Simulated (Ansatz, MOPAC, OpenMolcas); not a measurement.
## A ladder of methods for CH3FGeO (SMILES C[O][Ge][F])

CH3FGeO has 7 atoms, charge 0, and is taken as a singlet. SMILES: `C[O][Ge][F]`. Geometry: relaxed at PBE0-D4/def2-TZVP. This is one conformer, not always the lowest.

Quantity: the HOMO–LUMO gap, in eV. The values are calculated.

| level | kind | program | value (eV) |
| --- | --- | --- | --- |
| MNDO | semi-empirical | MOPAC | 9.01 |
| HF/6-31G* (spherical functions) | Hartree–Fock | OpenMolcas | 11.93 |
| SVWN5/6-31G* (spherical functions) | LDA | OpenMolcas | 4.19 |
| BLYP/6-31G* (spherical functions) | GGA | Ansatz | 4.20 |
| M06-L/6-31G* (spherical functions) | meta-GGA | OpenMolcas | 4.63 |
| PBE0/6-31G* (spherical functions) | global hybrid | OpenMolcas | 6.27 |
| r2SCAN0/6-31G* (spherical functions) | hybrid meta-GGA | Ansatz | 6.54 |
| HSE06/6-31G* (spherical functions) | range-separated hybrid | Ansatz | 5.49 |
| B2PLYP/6-31G* (spherical functions) | double hybrid | Ansatz | 8.42 |

All-electron rows without a relativistic Hamiltonian named are non-relativistic. The values span 4.19 to 11.93 eV. Orbital gaps aren't excitation energies, and those of double hybrids come from the SCF part alone; they tend to grow with the share of exact exchange.

The molecule is a germylene, with divalent Ge(II) bound to oxygen and fluorine. Its HOMO is therefore probably the germanium lone pair, rich in 4s character, and its LUMO the largely empty 4p orbital perpendicular to the molecular plane. The electronegative substituents stabilise the lone pair, while π donation from oxygen and fluorine pushes the 4p-based level up, which favours a sizeable gap.

Going from LDA to GGA leaves the gap almost unchanged, at 4.19 and 4.20 eV, whereas Hartree–Fock gives 11.93 eV. HSE06 lies below PBE0, 5.49 against 6.27 eV, probably because screening removes the long-range exchange that helps separate occupied from empty levels. The spread thus reflects what each method's orbital energies mean more than any uncertainty about the bonding, and agreement between the semi-local functionals is no sign of an accurate fundamental gap. Nor do these values establish the singlet–triplet separation, which matters for a germylene's reactivity.
